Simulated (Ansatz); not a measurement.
# A series in volume scale on ScGa₃

Free energy against uniform scaling of the volume at fixed shape and fractions; periodic cell, basis, potentials, k mesh and filling as listed. The results are calculated, by Ansatz 0.2.0.

The cell before it is scaled or strained (space group Pm-3m, No. 221):
```
CELL_PARAMETERS angstrom
4.09500 0.00000 0.00000
0.00000 4.09500 0.00000
0.00000 0.00000 4.09500
ATOMIC_POSITIONS crystal
Sc 0.00000 0.00000 0.00000
Ga 0.00000 0.50000 0.50000
Ga 0.50000 0.00000 0.50000
Ga 0.50000 0.50000 0.00000
```

Settings of every row: functional PBEsol; dispersion none; potentials PAW; wave cutoff 550 eV; density cutoff 2200 eV; k mesh 6x6x6; k shift 0x0x0; occupations fermi dirac; smearing width 0.05 eV; spin none.

Limits: coarse k mesh, up to 40 meV an atom off.

```csv
row,volume scale,V (Å³/atom),energy above lowest point (meV/atom)
1,0.92,15.794,12.1
2,0.9467,16.252,?
3,0.9733,16.709,0
4,1,17.167,4.3
5,1.0267,17.626,14.3
6,1.0533,18.082,29.1
7,1.08,18.541,48.1
```

Question: what energy above lowest point should row 2 give?

Worked fit of energy above lowest point. Take u = (V_r/V)^(2/3) − 1 with V_r = 17.397 Å³ an atom, which is twice the finite (Eulerian) strain; such expansions in the strain, on which the Birch-Murnaghan equation of state is built, carry the rest volume and the bulk modulus. The shown rows have u = 0.06657, 0.02727, 0.00891, -0.00868, -0.02542, -0.04157. Least squares give energy above lowest point = 8.67 − 570.7 × u + 9192 × u² + 2347 × u³ meV/atom; a parabola predicts inner rows, each left out in turn, worse (root mean square 0.11 against 0.038 meV/atom). All shown rows lie on it to the printed digit. Its lowest point lies at u = 0.0307, or V = 16.63 Å³ an atom, and the curvature there gives the bulk modulus at fixed shape and fractions, B = (4/9)(1 + u)² E″(u)/V = 85.6 GPa. The withheld row has u = 0.04643, so the fit gives 8.67 − 570.7 × (0.04643) + 9192 × (0.04643)² + 2347 × (0.04643)³ = 2.2 meV/atom.

The calculation gave 2.3 meV/atom. The fit lies 0.1 meV/atom (4.3 % of the value, 0.21 % of the column's range) below it, one unit of the last digit.
